**Electric-dipole lines of Mo⁴⁺: what the term labels and the core do to them**

Read by their labels, these lines should follow LS rules. Spin-changing lines should be absent and the $\Delta J\neq\Delta L$ satellites faint. The closed core should trim every line by a similar small fraction, and the largest element should give the fastest decay. At the CI+MBPT level each of these expectations fails, and three mechanisms explain how.

Electric-dipole lines of Mo⁴⁺ (closed core [Ar] 3d¹⁰ 4s² 4p⁶) from B-spline many-body code 1: no-pair Dirac CI of two valence electrons in the frozen-core Dirac-Hartree-Fock potential, with screened core-valence correlation, Breit and QED (CI+MBPT). Elements are in length form; core polarisation is included by static RPA except in the column without it.

| upper | lower | reduced element (a.u.) | without core polarisation (a.u.) | wavelength (nm) | rate (s⁻¹) | weighted oscillator strength |
| --- | --- | --- | --- | --- | --- | --- |
| 4d5p 1D2 | 4d2 3F2 | 0.8688 | 0.9428 | 67.49 | 995000000 | 0.3397 |
| 4d5p 3D1 | 4d2 3F2 | 1.362 | 1.471 | 66.65 | 4232000000 | 0.8455 |
| 4d5p 3D2 | 4d2 3F2 | 0.7813 | 0.8453 | 66.01 | 860000000 | 0.2809 |
| 4d4f 3F2 | 4d2 3F2 | 1.231 | 1.503 | 41.32 | 8702000000 | 1.114 |
| 4d4f 3F3 | 4d2 3F2 | 0.6479 | 0.7857 | 41.23 | 1734000000 | 0.3093 |
| 4d5p 3D2 | 4d2 3F3 | 1.188 | 1.283 | 66.70 | 1928000000 | 0.6431 |
| 4d5p 3F2 | 4d2 3F3 | 1.227 | 1.322 | 66.29 | 2096000000 | 0.6905 |
| 4d5p 3F3 | 4d2 3F3 | 1.290 | 1.396 | 66.27 | 1655000000 | 0.7627 |
| 4d4f 3F2 | 4d2 3F3 | 0.3857 | 0.4715 | 41.59 | 838000000 | 0.1086 |
| 4d4f 3F3 | 4d2 3F3 | 1.364 | 1.663 | 41.49 | 7533000000 | 1.361 |
| 4d4f 3F4 | 4d2 3F3 | 0.6571 | 0.7955 | 41.37 | 1373000000 | 0.3171 |
| 4d5p 3F3 | 4d2 3F4 | 1.039 | 1.121 | 67.06 | 1036000000 | 0.4887 |
| 4d5p 3D3 | 4d2 3F4 | 1.767 | 1.902 | 66.28 | 3104000000 | 1.431 |
| 4d5p 3F4 | 4d2 3F4 | 1.426 | 1.540 | 65.34 | 1642000000 | 0.9460 |
| 4d4f 3F4 | 4d2 3F4 | 1.589 | 1.934 | 41.67 | 7858000000 | 1.841 |
| 4d5p 1D2 | 4d2 1D2 | 1.115 | 1.209 | 72.87 | 1303000000 | 0.5186 |
| 4d5p 3D2 | 4d2 1D2 | 0.7242 | 0.7872 | 71.15 | 590000000 | 0.2239 |
| 4d5p 3F2 | 4d2 1D2 | 0.7035 | 0.7581 | 70.68 | 568000000 | 0.2127 |
| 4d5p 3P1 | 4d2 1D2 | 0.6530 | 0.7001 | 67.95 | 918000000 | 0.1906 |
| 4d5p 1P1 | 4d2 1D2 | 0.7142 | 0.7636 | 65.39 | 1232000000 | 0.2370 |
| 4d5p 3P0 | 4d2 3P1 | 0.7190 | 0.7715 | 68.54 | 3253000000 | 0.2291 |
| 4d5p 3P2 | 4d2 3P2 | 1.388 | 1.491 | 68.92 | 2384000000 | 0.8487 |
| 4d5p 1F3 | 4d2 1G4 | 2.490 | 2.682 | 69.20 | 5415000000 | 2.721 |
| 4d4f 1G4 | 4d2 1G4 | 1.283 | 1.557 | 44.91 | 4091000000 | 1.113 |
| 4d5d 3G5 | 4d5p 3F4 | 5.400 | 5.729 | 120.6 | 3059000000 | 7.342 |

The reduced element $d$ is the dipole matrix element between upper and lower level, and $S=d^2$ is the line strength. The next column gives $d$ without the response of the core to the light field. With $\omega$ the photon energy and $J'$ the upper angular momentum, in atomic units, the weighted oscillator strength is $gf=\tfrac23\omega S$ and the rate is $A=4\alpha^3\omega^3S/[3(2J'+1)]$. A level such as 3F2 stands for $^{2S+1}L_J$.

**Rates do not rank like strengths**

The rate formula is how the column was made, so its agreement with the rows (within 0.10 %) tests nothing. It does explain the order. The line 4d4f 3F4–4d² 3F4 has 0.81 of the strength of 4d5p 3D3–4d² 3F4 and loses a further 7/9 in statistical weight. It gains 4.02 from the cube of its shorter wavelength and ends 2.53 times faster. The line 4d5d 3G5–4d5p 3F4 joins two excited levels and is 56.4 times stronger than 4d5p 3P0–4d² 3P1, yet $56.4\times\tfrac1{11}\times(68.54/120.6)^3=0.94$.

The cube also magnifies energy errors. Core-valence correlation, Breit and QED together lift 4d5p 1D2 by 7.9 % of its CI excitation energy, moving its line to the ground level from 72.81 to 67.49 nm, a factor 1.26 in the rate at fixed $S$. Theory gives the sign: correlation with the core binds the compact 4d electron more than the diffuse 5p one.

**An LS yardstick**

One electron jumps $l\to l'$ while a 4d spectator looks on. Decoupling the spin from $L$, and then the spectator from the jumping electron, gives two 6j symbols:

$$S_{LS}=N\,l_>\,[J,J',L,L']\begin{Bmatrix}L&J&s\\J'&L'&1\end{Bmatrix}^2\begin{Bmatrix}l&L&2\\L'&l'&1\end{Bmatrix}^2R^2 .$$

Here $[x,\dots]=(2x+1)\cdots$, primes mark the upper level, $s$ is the total spin, $l_>$ the larger of $l$ and $l'$, $N=2$ for the equivalent 4d² pair and 1 otherwise, and $R$ is the radial integral. Nothing is fitted over rows: $R$ is set by one reference line per jump.

For 4d–5p the reference is 3F4–3F4, since 3F is the only term of 4d5p with $J=4$ and the lower level is 0.995 pure in the same calculation. Its angular factor is $2\cdot2\cdot81\cdot49\cdot\tfrac{5}{336}\cdot\tfrac1{105}=2.25$, so $R^2=1.426^2/2.25=0.904$ bohr². The line 3P0–3P1 played no part in this and is equally free of term mixing within its configurations. Its factor is $2\cdot2\cdot3\cdot9\cdot\tfrac19\cdot\tfrac1{20}=0.6$, which predicts $S=0.542$. The table gives $0.7190^2=0.517$, or 5 % below the estimate, against a rounding of 0.10 %. Both upper levels contain only $5p_{3/2}$, so a difference between the two 5p orbitals cannot be the reason. Mixing with other configurations is my guess. The resolution of the yardstick is therefore five per cent at best.

**Spin-orbit mixing moves strength between levels of equal $J$**

Against that resolution the 4d5p lines with $J'=2$ and 3 scatter widely. The satellite 3F2–3F3 is 11 times its LS strength and 3F3–3F4 is 8 times, while the main line 3D2–3F3 keeps only 0.47. Spin-orbit coupling mixes terms of equal $J$ and parity, and it does so strongly when their spacing is no larger than the coupling. Energies rebuilt from the wavelengths put 3F2 only 930 cm⁻¹ above 3D2 and 3D3 about 1760 cm⁻¹ above 3F3, whereas the 3F fine structure spans about 3970 cm⁻¹.

Such mixing is a rotation among the upper levels, so the sum of $S$ from all levels of one $J'$ into a pure lower level must be conserved. The numbers bear this out. Into 4d² 3F3 (purity 1), the levels 3D2 and 3F2 give $1.411+1.506=2.917$ against an LS sum of 3.133: the main line has handed half its strength to the satellite. The four sums into the 3F levels formed for $J'=2$ and 3 (one of them a single line) run over the tabulated lines only, and missing lines could only add to them. They lie at 0.93 or 0.94 of the LS value, about the shortfall of the unmixed test line. Into 4d² 3F2 the levels 1D2 and 3D2 alone give 1.365 of 1.446, so little is left for the main line 3F2–3F2, which would carry 1.071 in LS and is not in the table.

The spin-changing line 4d5p 1D2–4d² 3F2 has the same origin. The upper level is only 0.614 1D, with Landé factor 0.897. The remaining 0.386 must then average $(0.897-0.614)/0.386=0.73$, and among the $J=2$ triplets only 3F ($g\approx2/3$) lies below 1, so the 3F share is 0.33 to 0.35. That share alone supplies 0.59 a.u. of the element. The 3D part of the upper level adds at most 0.14 (if the whole remainder is 3D) and the 1D part of the lower level at most 0.14, giving 0.88 against the tabulated 0.87 if all three add with one sign. The sign is assumed, so this shows that mixing is large enough, not that the split is right.

For lines into 4d² 1D2 both ends are mixed. That level is 0.784 pure, and its $g$ of 1.097 implies 0.20 of 3P and 0.01 of 3F. The 3P share gives 3P1 one path, and a 1P share in the upper level gives it another. For 3D2 it offers only the faint satellite 3D2–3P2 at a fifth of its weight, far too little for a strength of 0.524. That line needs 1D in the upper level, part of the 0.386 missing from 4d5p 1D2. The 3P share cannot serve a pure 3F2, because 3F–3P needs $\Delta L=2$, so the strength 0.495 of that line points again to a mixed upper level. The singlet lines pay for it: 1D2 keeps 0.59 of its LS strength and 1P1 only 0.40, a loss to which other configurations may add.

The 4d4f lines, scaled to their own 3F4–3F4 line, lie within 14 % of LS with two exceptions, 3F3–3F2 and 3F4–3F3, both about 2.5 times too strong. Admixture of 4d4f 3G is a guess that fits the pattern. By the formula above, 3G takes about three quarters of the 4d–4f strength out of 3F and 3D about 2 %, so a 3G weight of order one per cent would swell a faint satellite. There is no 3G level with $J=2$, and 3F2–3F3 is not enhanced (0.89). The reference line may be mixed in the same way.

**The core screens by jump, not by term**

Core polarisation lowers all 25 elements, in groups set by the jumping electron: 6.5 to 8.0 % for 4d–5p, 17.4 to 18.2 % for 4d–4f, and 5.7 % for the single 5p–5d line. The 11-fold satellite is cut by 7.2 % like its neighbours, as it should be if mixing changes angular coefficients while screening changes $R$. In $S$ the mean losses are 14 % for 4d–5p and 32 % for 4d–4f.

A standard argument makes the sign and order plausible, though no column tests it. The valence electron polarises a core of polarisability $\alpha_c$, and the induced dipole opposes its own, so outside the core $r\to r-\alpha_c/r^2$. Inside the core the induced field levels off instead of growing as $r^{-2}$, and the 4d orbital lies largely there. The formula is therefore no estimate of size for these lines: carried down to the nucleus it can even give the wrong sign for 4d–5p. What survives is that the induced part weights smaller radii than $r$ does. The nodeless 4f overlaps 4d close to the 4s4p shell with little cancellation, and the effective $R$ of the reference line falls from 1.31 to 1.08 bohr. For 4d–5p the outer node of 5p falls within the 4d orbital, so the product changes sign where the induced field is strong and much of it cancels. The drop is 0.076 from 1.03 bohr. For 5p–5d the absolute drop, 0.157 bohr, is twice that, but it is taken from 2.73 bohr.

The largest correction is also the least secure. The core response was taken at zero frequency, while 41 nm is 30 eV, a sizeable fraction of the energy of the strong 4p→4d core resonance, which lies higher. A polarisability grows as the frequency approaches such a resonance from below, so the static cut is probably too small there. The closed-core CI also leaves out 4p⁵4d³ states, which can mix with 4d4f and 4d5p, and only the length form is used.

In practice, check purity and $g$ before reading a label as a selection rule, and prefer sums at fixed $J$ to single 4d5p lines with $J'=2$ or 3, whose shares hang on level spacings of 1000 to 2000 cm⁻¹. Treat the 4d–4f strengths as provisional until frequency-dependent RPA and open-4p configurations have been tried.
